*How wrong can a coarse k mesh be?*

BaAlGe in a randomly distorted 3-atom cell, computed at fixed geometry with Ansatz 0.2.0 (plane-wave PAW, PBEsol, scalar-relativistic, no spin polarisation). Cutoff 420 eV, Gaussian smearing 0.1 eV, Gamma-centred k meshes with 8×8×6 as reference. Energies are extrapolated to zero smearing, pressure is positive in compression, and force changes are per component.

```tsv
k mesh	energy less reference (meV/atom)	pressure less reference (GPa)	largest force change (eV/Å)	irreducible k points
1x1x1	2620	11.3	2.79	1
2x2x2	269	-1.26	0.581	8
4x4x2	11.8	-0.001	0.0822	20
4x4x4	24.6	-0.044	0.107	36
6x6x4	-1.52	-0.112	0.0195	76
```

Measured against the 8×8×6 mesh, a single k point misses the energy by electronvolts per atom, and 2×2×2 by a few tenths of an electronvolt. The two meshes with four points along the first two axes miss it by some ten to twenty-five meV per atom, and 6×6×4 by one or two. These steps are worth remembering for a small metallic cell, because many energy differences between crystal structures are themselves only tens of meV per atom.

*Why does a single point fail so badly?* The energy of a crystal is an average over all wave vectors k, and the bands of the outer electrons change their energy by electronvolts as k varies. The 1×1×1 mesh lets the value at k = 0 stand for the whole band. It also has to place 27 electrons in levels that hold two each, so the last level is half filled. The calculation bears this out: its electronic entropy term of 0.056 eV is what one half-filled level gives at this smearing.

*Why, then, does adding points not always help?* From 4×4×2 to 4×4×4 only the third axis is sampled more densely, yet the energy error doubles. In a metal the filling of the levels drops from full to empty at the Fermi energy, and a mesh catches that edge only where its points happen to lie. The number of electrons is fixed, so they fill the levels at those points from the bottom up, and the mean energy of the filled levels can come out too low or too high. The table shows that errors of opposite sign partly cancelled on the 4×4×2 mesh: going from two to four points along the third axis raises the energy by 12.8 meV per atom, and going from four to six along the other two then lowers it by 26.1. How much of each step is due to the edge, and how much to the bending of the bands between mesh points, these runs do not tell.

*Can this be seen in a system simple enough for paper?* Take a very long ring of atoms with one electron each and a single band of energy $-2t\cos k$, where $t$ measures the coupling between neighbours. With six k points, the three lowest levels, at $-2t$, $-t$ and $-t$, hold two electrons each, which gives $-8t/6$ per atom. With eight points the three lowest levels are again full and the last two electrons sit at zero energy, which gives $-(4+4\sqrt2)\,t/8$, while the exact average is $-4t/\pi$. The first result is about $0.06t$ too low and the second about $0.07t$ too high: two more points have reversed the error and not reduced it. The ring has one dimension and no smearing, so it shows how the sign can flip, but its sizes do not carry over to BaAlGe.

*How many levels does a mesh have near the Fermi energy?* Let $D$ be the density of states there, for both spins, $\sigma$ the smearing width and $N$ the full number of mesh points. Each level holds two electrons, so a window from $-\sigma$ to $+\sigma$ contains about $(D/2)\times 2\sigma\times N = D\sigma N$ levels. For a smooth density of states the electronic entropy term is $D\sigma^2/2$, and its value on the reference mesh gives $D\approx1.7$ per eV and cell, so 4×4×2, with $N=32$ and $\sigma=0.1$ eV, should have $1.7\times0.1\times32\approx5$ of them.

*Does that estimate tell good meshes from bad ones?* It does so roughly, with no adjusted constant. On 2×2×2, where only about one level is expected in the window, the density of states comes out five times too high; from 4×4×2 onwards it is within a quarter of the reference, as the output below shows. But the estimate also favours 4×4×4 over 4×4×2, and the energies contradict it. Counting levels tells when a mesh is hopeless, not which of two moderate meshes happens to be closer.

*Is the pressure of 4×4×2 converged, since it agrees so well with the reference?* It is not. The pressure is the mean of three normal stresses, and on this mesh they are off by +0.44, +0.55 and −1.00 GPa, which add up to almost nothing. The largest of the three errors falls with every denser mesh in the table, down to 0.29 GPa at 6×6×4, although the pressure itself drifts away from the reference there. For a cell that is free to change shape, the separate stresses are therefore the quantity to test.

*Which digits can be trusted, and would an insulator do better?* At 6×6×4 the forces agree with the reference to 0.02 eV/Å, about 2 % of the largest force component in this deliberately distorted cell. The energy agrees to 1.5 meV per atom, but the 8×8×6 mesh has an error of its own that no denser mesh has tested, and two meshes can agree partly by luck, so the last few meV remain open. In an insulator the bands are completely full or empty and the edge in the filling disappears. In the ring, a full band then averages to exactly zero on any mesh of two or more points; in real insulators, theory gives an error that falls roughly exponentially as the mesh gets denser.

Output of the analysis:

```
Points and levels:
    row  points by k and -k pairing  mesh density of states (1/eV per cell)  expected levels within 0.1 eV of Fermi level
  1x1x1                           1                                   11.28                                        0.1698
  2x2x2                           8                                   8.851                                         1.359
  4x4x2                          20                                   2.101                                         5.434
  4x4x4                          36                                   1.999                                         10.87
  6x6x4                          76                                   1.877                                         24.45
Normal stress less reference (GPa):
    row    first   second    third  largest size
  1x1x1     18.1    15.91  0.03857          18.1
  2x2x2  -0.3025   0.7086   -4.178         4.178
  4x4x2   0.4435   0.5536  -0.9996        0.9996
  4x4x4   0.2235   0.2631  -0.6172        0.6172
  6x6x4   -0.109  0.05966  -0.2867        0.2867
Pressure rule and Fermi level:
    row  free-electron pressure error (GPa)  computed (GPa)  Fermi energy less reference (eV)
  1x1x1                               9.865            11.3                           -0.3289
  2x2x2                               1.013           -1.26                           -0.5456
  4x4x2                             0.04443          -0.001                            0.1039
  4x4x4                             0.09263          -0.044                           0.01894
  6x6x4                           -0.005723          -0.112                          -0.08572
Entropy term of one half-filled level (eV): 0.05642
Entropy term of the Gamma-only run (eV): 0.05642
Density of states at the Fermi level on the reference mesh (1/eV per cell): 1.698
Energy error of Gamma only (eV per cell): 7.86
Energy error of 4x4x4 over that of 4x4x2 (ratio): 2.085
Energy change from 4x4x4 to 6x6x4 (meV/atom): -26.12
Irreducible points of the reference mesh by the same count: 196
Force change of 6x6x4 in percent of the largest reference force component: 2.379
Force change of 4x4x4 in percent of the largest reference force component: 13.05
Smearing correction on the reference mesh (meV/atom): 1.415
Smearing correction of 4x4x2 less that of the reference (meV/atom): 0.3355
Rough free-electron energy step between reference mesh points (eV): 2.249
```
